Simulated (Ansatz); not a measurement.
# Li2Pd: pressure and energy less free atoms against volume scale

All results are calculated (Ansatz 0.2.0). Periodic Kohn-Sham DFT of a crystal at fixed atoms, scaled to volume_scale times the given cell; pressure positive in compression, energy less spherical unpolarised free atoms, largest_vzz the field gradient of largest size among the nuclei.

The cell before it is scaled or strained (space group P6/mmm, No. 191):
```
CELL_PARAMETERS angstrom
4.22670 0.00000 0.00000
-2.11340 3.66040 0.00000
0.00000 0.00000 2.73190
ATOMIC_POSITIONS crystal
Li 0.33333 0.66667 0.50000
Li 0.66667 0.33333 0.50000
Pd 0.00000 0.00000 0.00000
```

Settings of every row: method all-electron LAPW; functional LDA; relativity scalar; k mesh 11x11x15; filling fermi-dirac; smearing width 0.08 eV; basis error target 0.5 meV/atom; nucleus gaussian.

Atom start moment: 0 on all atoms.

| row | volume scale | V (Å³/atom) | pressure (GPa) | energy less free atoms (eV/atom) |
| --- | --- | --- | --- | --- |
| 1 | 0.94 | 13.243 | -1.86 | -3.4206 |
| 2 | 0.98 | 13.807 | -4.037 | -3.41 |
| 3 | 1 | 14.089 | -4.945 | -3.4021 |
| 4 | 1.01 | 14.23 | ? | ? |
| 5 | 1.04 | 14.652 | -6.465 | -3.3819 |

Question: what pressure and energy less free atoms should row 4 give?

Worked fit of pressure. Take u = (V_r/V)^(2/3) − 1 with V_r = 13.948 Å³ an atom, which is twice the finite (Eulerian) strain; such expansions in the strain, on which the Birch-Murnaghan equation of state is built, carry the rest volume and the bulk modulus. The shown rows have u = 0.03518, 0.0068, -0.00668, -0.03229. Least squares give pressure = −4.5048 + 67.621 × u + 214.59 × u² GPa; a straight line predicts inner rows, each left out in turn, worse (root mean square 0.16 against 0.004 GPa). The rows lie off it by 0.000, -0.002, 0.002, 0.000. The withheld row has u = -0.01326, so the fit gives −4.5048 + 67.621 × (-0.01326) + 214.59 × (-0.01326)² = -5.364 GPa.

The calculation gave -5.36 GPa. The fit lies 0.004 GPa (0.087 % of the column's range) below it; its largest miss of a shown row is 0.002 GPa.

Worked fit of energy less free atoms. Take u = (V_r/V)^(2/3) − 1 with V_r = 13.948 Å³ an atom, which is twice the finite (Eulerian) strain; such expansions in the strain, on which the Birch-Murnaghan equation of state is built, carry the rest volume and the bulk modulus. The shown rows have u = 0.03518, 0.0068, -0.00668, -0.03229. Least squares give energy less free atoms = −3.40625 − 0.5883 × u + 5.129 × u² eV/atom; a straight line predicts inner rows, each left out in turn, worse (root mean square 0.0038 against 2.4e-05 eV/atom). All shown rows lie on it to the printed digit. The withheld row has u = -0.01326, so the fit gives −3.40625 − 0.5883 × (-0.01326) + 5.129 × (-0.01326)² = -3.3975 eV/atom.

The calculation gave -3.3976 eV/atom. The fit lies 0.0001 eV/atom (0.26 % of the column's range) above it, one unit of the last digit.
